\section{Infrequent metadynamics: cost against accuracy}

\subsection*{The estimator}
Let a bias $V(s,t)$ on a collective variable $s$ grow slowly enough that the reactant basin stays equilibrated, and let $\beta=1/k_BT$. The escape rate is proportional to the dividing-surface partition function over the basin one, $Z_V$. Since $Z_0/Z_V=\langle e^{\beta V}\rangle_V$, an unchanged transmission coefficient gives the hazard
\begin{equation}
k(t)=k_0\langle e^{\beta V}\rangle_V\,e^{-\beta V^\ddagger},
\end{equation}
with $V^\ddagger$ the bias on the dividing surface. If $V^\ddagger=0$, replacing the basin average by the time average makes the cumulative hazard $k_0\tau$, with $\tau=\int_0^t e^{\beta V(s(t'),t')}dt'$ (Tiwary and Parrinello, 2013), so survival is $e^{-k_0\tau}$. For $M$ events, $\ln L=M\ln k_0-k_0\sum_i\tau_i+\text{const}$, the sum including runs stopped without an event. Hence
\begin{equation}
\hat k=M\Big/\sum_i\tau_i,\qquad \sigma_{\ln\hat k}\simeq M^{-1/2},
\end{equation}
because the information is $M/k_0^2$.

We compare (A) plain dynamics, (B) this estimator and (C) a joint fit of $k_0$ and $\gamma$ to $k_0e^{\gamma\beta V_{\max}(t)}$ (Palacio-Rodriguez and co-workers, 2022). Memory is $O(N)$ for $N$ atoms in A. B adds a grid of $G^d$ values for $d$ variables and one accumulator; a list of hills instead of a grid makes the bias work quadratic in run length. C also stores $V_{\max}$ once per hill, and each trial $\gamma$ costs one exponential per stored value, negligible beside the forces.

\subsection*{Solvable model}
Take a flat fill of the basin, $\beta V_{\max}=rt$, with two defects. A poor variable leaks bias onto the barrier, $V^\ddagger=(1-\gamma)V_{\max}$ with $\gamma<1$. The barrier population relaxes as $\dot p=-(p-e^{\gamma rt})/t_c$, so $p=e^{\gamma rt}/(1+\eta)$ with $\eta=\gamma rt_c$, plus a transient adding less than $k_0t_c$ to the cumulative hazard. The exact answer is $k_0$, the hazard at $r=0$. Define $\rho=\gamma r/k_0$, $k'=k_0/(1+\eta)$, $a=k'/\gamma r$ and $x=\gamma rt$. The cumulative hazard $u=a(e^x-1)$ at escape has density $e^{-u}$.

\emph{Work.} Count force evaluations in units of $1/(k_0\,\delta t)$, one unbiased event at time step $\delta t$. With overhead factor $c$, a biased event costs
\begin{equation}
w=ck_0\langle t\rangle=\frac{c\langle x\rangle}{\rho},\qquad \langle x\rangle=e^aE_1(a)\simeq\ln\frac1a-C,
\end{equation}
where $C$ is Euler's constant and $\simeq$ means $a\ll1$.

\emph{Deviation.} We use $\Delta^2=b^2+v/M$ for the mean-square error of $\ln\hat k$, where $b$ is the $M\to\infty$ offset. A has $b=0$, $v=w=1$. For B, $\tau=(e^{x/\gamma}-1)/r$. Integrating $d\tau$ and $2\tau\,d\tau$ against the survival $e^{-u}$, with $J_p=\langle(1+u/a)^p\rangle=e^aa^{-p}\Gamma(p+1,a)$, gives $k'\langle\tau\rangle=J_{1/\gamma-1}$ and $k'^2\langle\tau^2\rangle=2\gamma a(J_{2/\gamma-1}-J_{1/\gamma-1})$. Therefore
\begin{equation}
b_B=-\ln[(1+\eta)J_{1/\gamma-1}]\simeq-\ln\!\big[(1+\eta)\,a^{1-1/\gamma}\,\Gamma(1/\gamma)\big],\qquad v_B=\frac{\langle\tau^2\rangle}{\langle\tau\rangle^2}-1 .
\end{equation}
C converges to $k'$, so $b_C=-\ln(1+\eta)$. The gradient of $\ln k(t)$ in $(\ln k',\ln\gamma)$ is $(1,x)$, and the information per event is the mean of its outer product at escape. Inversion gives
\begin{equation}
v_C=\frac{\langle x^2\rangle}{\operatorname{Var}x}\simeq1+\frac{6}{\pi^2}\Big(\ln\frac1a-C\Big)^2,\qquad \sigma^2_{\ln\gamma}=\frac{1}{M\operatorname{Var}x}.
\end{equation}
Work per event falls as $\ln\rho/\rho$. B pays with an offset growing as $(1/\gamma-1)\ln\rho$, C with a variance growing as $\ln^2\rho$, and both with the lag $\eta=k_0t_c\rho$. Total work is
\begin{equation}
W=Mw=\frac{vw}{\Delta^2-b^2}.
\end{equation}

\subsection*{Water exchange at Mg$^{2+}$}
A typical exchange rate per water at 298 K is $6.7\times10^5$ s$^{-1}$. With the typical six first-shell waters and $s$ the Mg--O coordination number, the first exchange has $k_0=4.0\times10^6$ s$^{-1}$, or $1/k_0=250$ ns; $k_0$ is thus chosen to be typical, not predicted. Assumed inputs are $\delta t=2$ fs, $t_c=10$ ps, $c=1.1$ and $\gamma=0.90$ or $0.98$. The work unit is $1.25\times10^8$ evaluations, $k_0t_c=4\times10^{-5}$, and the fill rate is $0.011\rho$ kJ mol$^{-1}$ ns$^{-1}$ at $\gamma=0.90$. At fixed $\rho$ only B depends on $\gamma$.

\begin{center}
\begin{tabular}{lccccccc}
$\rho$ & $w$ & $b_B^{0.90}$ & $v_B^{0.90}$ & $b_B^{0.98}$ & $v_B^{0.98}$ & $b_C$ & $v_C$\\ \hline
$10$ & 0.222 & $-0.229$ & 1.19 & $-0.0417$ & 1.03 & $-0.000400$ & 5.89\\
$10^2$ & 0.0449 & $-0.466$ & 1.23 & $-0.0876$ & 1.04 & $-0.00399$ & 12.9\\
$10^3$ & 0.00701 & $-0.757$ & 1.24 & $-0.170$ & 1.04 & $-0.0392$ & 26.5\\
$10^4$ & 0.000987 & $-1.34$ & 1.24 & $-0.520$ & 1.04 & $-0.336$ & 50.1
\end{tabular}
\end{center}

The next table gives the least $W$ for each target and the least $\Delta$ for each budget among these four rates, with $\log_{10}\rho$ in parentheses; a dash means $|b|>\Delta$ at all four. The budgets equal 0.25, 2.5 and 25 $\mu$s of plain dynamics.

\begin{center}
\begin{tabular}{lcccc}
 & A & B, $\gamma=0.90$ & B, $\gamma=0.98$ & C\\ \hline
$W$ for $\Delta=0.3$ & 11 & 7 (1) & 0.12 (3) & 2.1 (3)\\
$W$ for $\Delta=0.1$ & 100 & -- & 20 (2) & 22 (3)\\
$W$ for $\Delta=0.03$ & $1.1\times10^3$ & -- & -- & $6.6\times10^2$ (2)\\ \hline
$\Delta$ for $W=1$ & one event & 0.52 (2) & 0.19 (3) & 0.40 (4)\\
$\Delta$ for $W=10$ & 0.32 & 0.28 (1) & 0.11 (2) & 0.14 (3)\\
$\Delta$ for $W=100$ & 0.10 & 0.24 (1) & 0.063 (1) & 0.058 (3)
\end{tabular}
\end{center}

These are large-$M$ formulas. For A the exact $\Delta^2=\psi'(M)+[\psi(M)-\ln M]^2$, with $\psi$ the digamma function, exceeds $1/M$ by 7\% at $M=11$. For B finite $M$ shifts $\ln\hat k$ by $+v_B/2M$, which is 0.03 for the 17 events behind $W=0.12$ and partly offsets $b_B$. Differences of order 10\% between entries therefore decide nothing.

\subsection*{Choice}
All figures are the model's. With $\gamma=0.90$, C is cheapest at every target and best in every budget. With $\gamma=0.98$, B is 18 times cheaper than C at $\Delta=0.3$ and best for $W=1$ and $10$; the two tie at $\Delta=0.1$ and at $W=100$. At $\Delta=0.03$, C is cheapest but saves only a factor 1.7 over A and rests on the assumed form of the hazard, so plain dynamics is the safer choice if the work can be afforded.

The advantage of B presumes that $\gamma$ is known. The 300 events that C needs for $\Delta=0.3$ at $\rho=10^3$, where $\operatorname{Var}x=1.59$, give $\sigma_{\ln\gamma}=0.046$, against $\ln(0.98/0.90)=0.085$: less than two standard deviations. For an untested variable, C at $\rho=10^3$ is the choice for $\Delta=0.3$ and $0.1$. If a force field exchanges water more slowly than the $k_0$ used here, the work unit grows and $k_0t_c$ shrinks, so larger $\rho$ becomes usable and C gains further on plain dynamics.